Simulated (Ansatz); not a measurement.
# Swapping NH2 for F on Si: the atomisation energy

On one Si centre, n of the NH2 ligands are replaced by F. The atomisation energy (no zero-point term) y in kJ/mol at CCSD(T)/CBS estimate. Shapes: PBE0-D4/def2-TZVP. Flexible molecules stand in one conformer, not always the lowest. Programs: Ansatz 0.2.0.

```
 molecule  n  y (kJ/mol)
 Si(NH2)4  0        4680
Si(NH2)3F  1        4124
Si(NH2)F3  3           ?
     SiF4  4        2404
```

Fit y = c + s·n to the known rows and predict Si(NH2)F3.


1. Means of the 3 rows: n = 1.66667, y = 3736.0.
2. Σ(Δn)² = 8.6667, Σ(Δn·Δy) = -4940, so the slope is -4940/8.6667 = -570.
3. Intercept: 3736.0 − (-570) × 1.66667 = 4686.0. The largest residual of the fit is 8.0.
4. Si(NH2)F3: 4686.0 + (-570) × 3 = 2976 kJ/mol.

The run gave 2987 kJ/mol, so the prediction is off by -11 kJ/mol, more than the largest residual. The steps per swap are -556, -568, -583 kJ/mol. The slope is the difference between a Si–F and a Si–NH2 bond with the ligands’ own bonds. Other levels give for Si(NH2)F3: MP2/def2-SVP 2792; CCSD(T)/def2-TZVPP 2884 kJ/mol. The CBS estimate extrapolates MP2 from def2-TZVPP and def2-QZVPP and adds CCSD(T) − MP2 in the triple-zeta set, cores frozen.

The fall in atomisation energy with fluorination does not mean weaker binding to silicon. Si–F bonds are stronger than Si–N bonds, but each swap also removes two N–H bonds from the count, and that loss outweighs the gain at silicon.

The steps grow steadily from -556 to -583 kJ/mol, so both mixed molecules lie slightly above a straight line between the end members. In electronic energy, forming them from Si(NH2)4 and SiF4 is therefore mildly favourable for the structures computed. A likely reason is donation from the nitrogen lone pair into Si–F antibonding orbitals, helped by the more positive silicon. An amino group gains most from this when fluorines are plentiful and few other donors compete, which a fit additive in the ligands cannot capture.

The rise from 2884 to 2987 kJ/mol between the triple-zeta and extrapolated CCSD(T) values reflects the slow basis-set convergence of pair correlation, which is greater in the bonded molecule than in the separated atoms.
